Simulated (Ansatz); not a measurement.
## Ligand exchange: GeH2(CH3)Br + AlH2(SH) → GeH2(CH3)(SH) + AlH2Br

Species: GeH2(CH3)Br, singlet; AlH2(SH), singlet; GeH2(CH3)(SH), singlet; AlH2Br `[AlH2][Br]`, singlet. The partners trade Br for SH: Ge–Br and Al–SH bonds give way to Ge–SH and Al–Br.

Shapes, held fixed at every level: PBE0-D4/def2-TZVP. Flexible molecules stand in one conformer, not always the lowest. Programs: Ansatz 0.2.0. The zero-point and thermal change to 298 K, harmonic and unscaled (PBE0-D4/def2-TZVP), is -0.1 kJ/mol.

```tsv
level	kind	ΔH(298 K) (kJ/mol)	less CCSD(T)/def2-TZVPP
B3LYP-D4/def2-TZVPP	global hybrid	-4.6	+1.9
BHLYP-D4/def2-TZVPP	global hybrid	-5.8	+0.7
r2SCAN0-D4/def2-TZVPP	global hybrid	-6.0	+0.5
wB97M-V/def2-TZVPP	range-separated hybrid	-5.5	+1.0
wB97X-V/def2-TZVPP	range-separated hybrid	-5.4	+1.1
MP2/def2-TZVPP	perturbation theory	-7.4	-0.9
CCSD(T)/def2-SVP	coupled cluster or CI	-7.6	-1.1
CCSD(T)/def2-TZVPP	coupled cluster or CI	-6.5	0.0
```

The highest level, CCSD(T)/def2-TZVPP, gives ΔH(298 K) = -6.5 kJ/mol; the levels span -7.6 to -4.6. The column of differences is taken from that level and isn't an error. No measured value is set beside it here. Relativity is left out for Br, Ge unless named. Correlated rows may include outer-core shells of Br, Ge, which these sets cover unevenly.

The exchange is mildly exothermic at every level, so bromide prefers aluminium and the thiolate group prefers germanium, but only by a small margin. Near-cancellation is expected, since each side has one Ge–X and one Al–X single bond, and the zero-point and thermal change of -0.1 kJ/mol leaves the preference essentially electronic. Its direction fits bond polarity: aluminium is the more electropositive centre and gains more from the more electronegative bromine, while the less polar Ge–S bond is comparatively well matched. Donation from a ligand lone pair into the empty aluminium p orbital stabilises both AlH2(SH) and AlH2Br, and probably offsets part of this polar preference.

The sign is well supported for these isolated molecules, but a ranking of the methods is not: enlarging the coupled-cluster basis shifts the result by 1.1 kJ/mol, as much as or more than separates every method except B3LYP from the reference. Because such aluminium species readily associate through bromide or thiolate bridges, the monomer preference need not carry over to condensed phases.
